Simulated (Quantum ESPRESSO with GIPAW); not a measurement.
# NMR shieldings of SrTiO3 against octahedral tilt about [001] in a held cubic cell (GIPAW, PBEsol)

A common rule of thumb says that a small octahedral tilt changes an NMR shielding in proportion to the square of its angle. If the rule holds, one calculated tilt gives all the others, and a measured line position can be turned into an angle. We test it on SrTiO3 from 0° to 12°, with isotropic shieldings for $^{17}$O, $^{47}$Ti and $^{87}$Sr. Changes are counted from the untilted member of the same series. A falling shielding means a rising chemical shift. Because the cell is held, the Ti–O bonds in the plane of rotation lengthen as the octahedra turn, so the series shows tilt and bond stretching together, not the turning of rigid octahedra.

## Method

Cells built by us on the structure of BaTiO3 in the Crystallography Open Database (COD), with the elements swapped to SrTiO3, as a cubic perovskite model with a lattice constant set to 3.905 Å and held, turned about one axis alone, whatever tilts the real crystal has; the series runs over the angle by which neighbouring TiO6 octahedra are turned against each other's sense about [001], cell held. All shieldings are on the absolute scale with the macroscopic shape term taken out. Shieldings by GIPAW with PBEsol in Quantum ESPRESSO with gipaw.x (a patched development version 8.0), plane-wave PAW files from pslibrary 1.0.0 recipes, scalar-relativistic cores, no spin-orbit coupling, no spin; in these runs cutoffs 60 Ry, k spacing 0.28 Å⁻¹ (2π included) or finer. The macroscopic shape term was treated afterwards and alike for all rows, whichever way its switch stood in a run: any printed term was subtracted, and where a column says so that of a sphere was added from the printed susceptibility. Static atoms. k meshes of the tabled runs: 5×5×5. In the ground-state run of every row pw.x warned of eigenvalues not converged in a step; every run reached its self-consistency threshold.

Notes on method and selection:

- Shielding and shift run in opposite directions: δ ≈ σ(reference) − σ.
- Static lattice: no motional averaging.
- The response operators are non-relativistic and spin-orbit coupling is absent, so values at or next to heavy atoms are less sure.
- The shieldings are even in the angle by symmetry. With the cell held, the turn lengthens the bonds in the plane of rotation.
- These shielding methods need a band gap: all members are semiconductors or insulators at this level. The paramagnetic part grows as the gap narrows, and semilocal functionals make gaps too small.
- Runs that did not converge, have known faults or may not be shown are not listed, and runs on Ansatz's PAW sets soft_1 and soft_2 are kept to separate tables.

Columns:

- square of tilt (°²): square of the angle by which neighbouring TiO6 octahedra are turned against each other's sense about [001], cell held.
- tilt angle (°): angle by which neighbouring TiO6 octahedra are turned against each other's sense about [001], cell held.
- span, 17O (ppm): span of the 17O tensor, mean over the atoms.
- f-sum miss (electrons): largest miss of the f-sum rule for the valence electrons, a test of mesh and cutoff.
- σ(17O), first kind (ppm): isotropic 17O shielding at the 4 equivalent O atoms that include atom 5 (in the plane of rotation).
- σ(17O), second kind (ppm): the same at the 2 that include atom 7 (on the axis).
- σ(47Ti) (ppm): isotropic 47Ti shielding, mean over the Ti atoms of the cell.
- σ(87Sr) (ppm): isotropic 87Sr shielding, mean over the Sr atoms of the cell.

Input lines of one member:

```
&inputgipaw
  job = 'nmr'
  prefix = 'x'
  tmp_dir = './tmp/'
  restart_mode = 'from_scratch'
  verbosity = 'low'
  q_gipaw = 0.01
  spline_ps = .true.
  conv_threshold = 1.0d-11
  use_nmr_macroscopic_shape = .false.
  pawproj(1) = .true.
  pawproj(2) = .true.
  pawproj(3) = .true.
/
```

Command (options for logging and memory left out): `mpirun -np 4 gipaw.x -in nmr.in > nmr.out`

## Numbers

| member | square of tilt (°²) | tilt angle (°) | span, 17O (ppm) | f-sum miss (electrons) | σ(17O), first kind (ppm) | σ(17O), second kind (ppm) | σ(47Ti) (ppm) | σ(87Sr) (ppm) | remark |
| --- | --- | --- | --- | --- | --- | --- | --- | --- | --- |
| SrTiO3, 0° | 0.0 | 0.0 | 417.5 | 0.024 | −283.35 | −283.35 | −271.76 | 2911.33 | as built, not relaxed |
| SrTiO3, 1.5° | 2.2 | 1.5 | 417.5 | 0.024 | −283.39 | −283.40 | −272.11 | 2910.03 | as built, not relaxed |
| SrTiO3, 3° | 9.0 | 3.0 | 417.5 | 0.023 | −283.52 | −283.55 | −273.21 | 2906.12 | as built, not relaxed |
| SrTiO3, 4.5° | 20.2 | 4.5 | 417.6 | 0.022 | −283.87 | −283.80 | −275.10 | 2899.74 | as built, not relaxed |
| SrTiO3, 6° | 36.0 | 6.0 | 418.2 | 0.020 | −284.52 | −284.12 | −277.88 | 2891.03 | as built, not relaxed |
| SrTiO3, 7.5° | 56.2 | 7.5 | 419.4 | 0.019 | −285.69 | −284.56 | −281.70 | 2880.22 | as built, not relaxed |
| SrTiO3, 9° | 81.0 | 9.0 | 421.6 | 0.018 | −287.54 | −285.13 | −286.73 | 2867.50 | as built, not relaxed |
| SrTiO3, 10.5° | 110.2 | 10.5 | 425.1 | 0.017 | −290.30 | −285.83 | −293.20 | 2853.03 | as built, not relaxed |
| SrTiO3, 12° | 144.0 | 12.0 | 430.0 | 0.016 | −294.19 | −286.64 | −301.35 | 2837.05 | as built, not relaxed |

Least-squares fits to the whole series, with x = square of tilt (°²); R² and errors in the fitted variable (y, or ln y where the fit is in ln y):

| y | members | fit | R² | rms residual | leave-one-out rms | the same for the mean of the others |
| --- | --- | --- | --- | --- | --- | --- |
| σ(17O), first kind (ppm) | 9 | y = −282.6 − 0.07216 x | 0.96 | 0.73 | 1.1 | 4.0 |
| σ(17O), second kind (ppm) | 9 | y = −283.33 − 0.022688 x | 1.00 | 0.028 | 0.042 | 1.2 |

## Why the values move as they do

All four shieldings fall at every step. Between 0° and 12° the fall is 74.28 ppm for Sr, 29.59 ppm for Ti, 10.84 ppm for oxygen in the plane of rotation and 286.64 − 283.35 = 3.29 ppm for oxygen on the axis.

The simplest model rests on three assumptions.

First, Ti and Sr stay in place while each octahedron turns by $\varphi$, with alternating sign. An in-plane oxygen then slides sideways from the middle of its Ti–Ti line by

$$u = \tfrac{a}{2}\tan\varphi, \qquad d_{\mathrm{Ti-O}} = \frac{a}{2\cos\varphi}, \qquad a = 3.905\ \text{Å}.$$

At 12° the in-plane bond is about 2% longer than without tilt. The bonds along the axis keep their length.

Second, each shielding is a smooth function of $u$. Reversing every turn gives an equivalent crystal, so odd powers of $u$ vanish.

Third, the fourth power is dropped and $\tan\varphi$ is replaced by $\varphi$, which changes the square by about 3% at 12°. This leaves two parameters for each site:

$$\sigma(\varphi) = \sigma_0 + A\varphi^2 .$$

Symmetry does not fix the sign of $A$, but for Sr the geometry suggests it. Of its twelve oxygen neighbours, four stay in place, four approach and four recede, at distances

$$r = \sqrt{(a/2 \mp u)^2 + (a/2)^2}.$$

At 12° these are about 2.5 and 3.1 Å, against about 2.8 Å without tilt. The first-order effects cancel. If the deshielding caused by an oxygen rises steeply enough as it comes closer, the approaching four outweigh the receding four and $A$ is negative. In keeping with this, the calculated fall lies almost wholly in the paramagnetic augmentation part, which is formed close to the nucleus.

For Ti, a likely cause is the stretching of its four in-plane bonds. This weakens the antibonding push on the empty d levels, brings them nearer to the filled oxygen levels and so enlarges the paramagnetic term.

## Fixing and testing the model

We fix the model on the 0° and 6° members, with $\varphi$ in degrees and $A$ in ppm/°², and work it out for 3°, 9° and 12°.

Oxygen on the axis, $A = (-284.12 + 283.35)/36 = -0.02139$:

- 3°: −283.35 − 0.02139 × 9 = −283.54 ppm; table −283.55
- 9°: −283.35 − 0.02139 × 81 = −285.08 ppm; table −285.13
- 12°: −283.35 − 0.02139 × 144 = −286.43 ppm; table −286.64

Oxygen in the plane, $A = (-284.52 + 283.35)/36 = -0.0325$:

- 3°: −283.35 − 0.0325 × 9 = −283.64 ppm; table −283.52
- 9°: −283.35 − 0.0325 × 81 = −285.98 ppm; table −287.54
- 12°: −283.35 − 0.0325 × 144 = −288.03 ppm; table −294.19

Titanium, $A = (-277.88 + 271.76)/36 = -0.170$:

- 3°: −271.76 − 0.170 × 9 = −273.29 ppm; table −273.21
- 9°: −271.76 − 0.170 × 81 = −285.53 ppm; table −286.73
- 12°: −271.76 − 0.170 × 144 = −296.24 ppm; table −301.35

Strontium, $A = (2891.03 - 2911.33)/36 = -0.5639$:

- 3°: 2911.33 − 0.5639 × 9 = 2906.25 ppm; table 2906.12
- 9°: 2911.33 − 0.5639 × 81 = 2865.65 ppm; table 2867.50
- 12°: 2911.33 − 0.5639 × 144 = 2830.13 ppm; table 2837.05

The axial oxygen follows the square closely. For the in-plane oxygen the model gives less than half of the computed fall at 12°.

## Departures from the trend

Largest departures from the fit to the whole series:

| member | σ(17O), first kind (ppm) | fit | computed − fit | in rms residuals |
| --- | --- | --- | --- | --- |
| SrTiO3, 12° | −294.19 | −292.99 | −1.20 | 1.6 |
| SrTiO3, 7.5° | −285.69 | −286.66 | +0.97 | 1.3 |
| SrTiO3, 9° | −287.54 | −288.44 | +0.90 | 1.2 |
| SrTiO3, 0° | −283.35 | −282.60 | −0.75 | 1.0 |

At 12° the table less the model gives −294.19 + 288.03 = −6.16 ppm for in-plane oxygen, −301.35 + 296.24 = −5.11 ppm for Ti, 2837.05 − 2830.13 = 6.92 ppm for Sr and −286.64 + 286.43 = −0.21 ppm for axial oxygen. Relative to the computed change, the in-plane oxygen is by far the worst.

The assumption that fails is the neglect of the fourth power. For in-plane oxygen we restore it as $B\varphi^4$ and fix it on 0°, 6° and 12°. The fall is 284.52 − 283.35 = 1.17 ppm at 6° and 294.19 − 283.35 = 10.84 ppm at 12°, so that, in ppm/°⁴ and ppm/°²,

- B = (−10.84/144 + 1.17/36)/(144 − 36) = −0.000396
- A = −1.17/36 + 0.000396 × 36 = −0.0182

The other six members are then met with an rms miss of 0.08 ppm. The series does not show where this large fourth-power term comes from. The two terms are equal at $\varphi^2$ = 0.0182/0.000396 = 46, near 7°. The straight-line fit, with its R² of 0.96, hides this curvature.

For Sr the fall slackens instead. A deshielding that rose exponentially over a short distance as oxygen approached would make it steepen, so the pair picture in that form explains the sign of $A$ but not this departure.

## Rules of thumb and their limits

The square law serves for axial oxygen up to 12°, and for Sr to within about a tenth of the change; for Ti it misses about a sixth of the change at 12°. In-plane oxygen needs the fourth power from about 4.5° on. The two oxygen kinds differ by only 284.52 − 284.12 = 0.40 ppm at 6° but by 294.19 − 286.64 = 7.55 ppm at 12°, so their isotropic splitting is a weak measure of small tilts.

Two errors of the level bear on the absolute values, and the series does not measure their size. The semilocal gap is too small, which tends to make the paramagnetic term too large and the oxygen shieldings too low. Relativistic terms are missing from the response operators, which makes the absolute Sr shielding less sure, though the part that comes from the core largely cancels in a shift. A measured line position therefore cannot be turned into an angle from these absolute values alone; the series gives only the change with tilt, and only for a held cell.

[Logs are printed without paths, hosts, clocks, repeated set-up lines and the standing remarks that a program may print on its own settings, such as how far it seeks lower states.]
